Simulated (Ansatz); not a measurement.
Rh: pressure against volume per atom

Periodic Kohn-Sham DFT of a crystal at fixed atoms; pressure and stress are positive in compression; the energy is the free energy less that of spherical unpolarised free atoms; site moments are those in the method's own spheres, positive along +z. The results are calculated, by Ansatz 0.2.0.

Cell of the first row (space group Fm-3m, No. 225):
```
CELL_PARAMETERS angstrom
0.00000 1.86310 1.86310
1.86310 0.00000 1.86310
1.86310 1.86310 0.00000
ATOMIC_POSITIONS crystal
Rh 0.00000 0.00000 0.00000
```

Settings of every row: method frozen-core PAW; functional PBE; relativity scalar; k mesh 16x16x16; filling fermi-dirac; smearing width 0.03 eV; wave cutoff 420 eV; paw set soft_2.

Atom start moment: 0 on all atoms.

```csv
row,volume per atom (Å³),pressure (GPa)
1,12.933,26.296
2,13.477,11.886
3,13.752,?
4,14.027,0.389
5,14.577,-8.633
```

Question: what pressure should row 3 give?

Worked fit of pressure. Take u = (V_r/V)^(2/3) − 1 with V_r = 13.752 Å³ an atom, which is twice the finite (Eulerian) strain; such expansions in the strain, on which the Birch-Murnaghan equation of state is built, carry the rest volume and the bulk modulus. The shown rows have u = 0.04178, 0.01356, -0.01311, -0.0381. Least squares give pressure = 5.7896 + 431.929 × u + 1406.08 × u² GPa; a straight line predicts inner rows, each left out in turn, worse (root mean square 1.4 against 0.044 GPa). The rows lie off it by 0.006, -0.019, 0.020, -0.007 (root mean square 0.015 GPa). The pressure vanishes at u = -0.0140, or V = 14.05 Å³ an atom, and there the bulk modulus at fixed shape and fractions is B = −V dP/dV = (2/3)(1 + u) dP/du = 258 GPa. The withheld row has u = 0, so the fit gives 5.7896 + 431.929 × (0) + 1406.08 × (0)² = 5.790 GPa.

The calculation gave 5.792 GPa. The fit lies 0.002 GPa (0.0057 % of the column's range) below it; its largest miss of a shown row is 0.020 GPa.
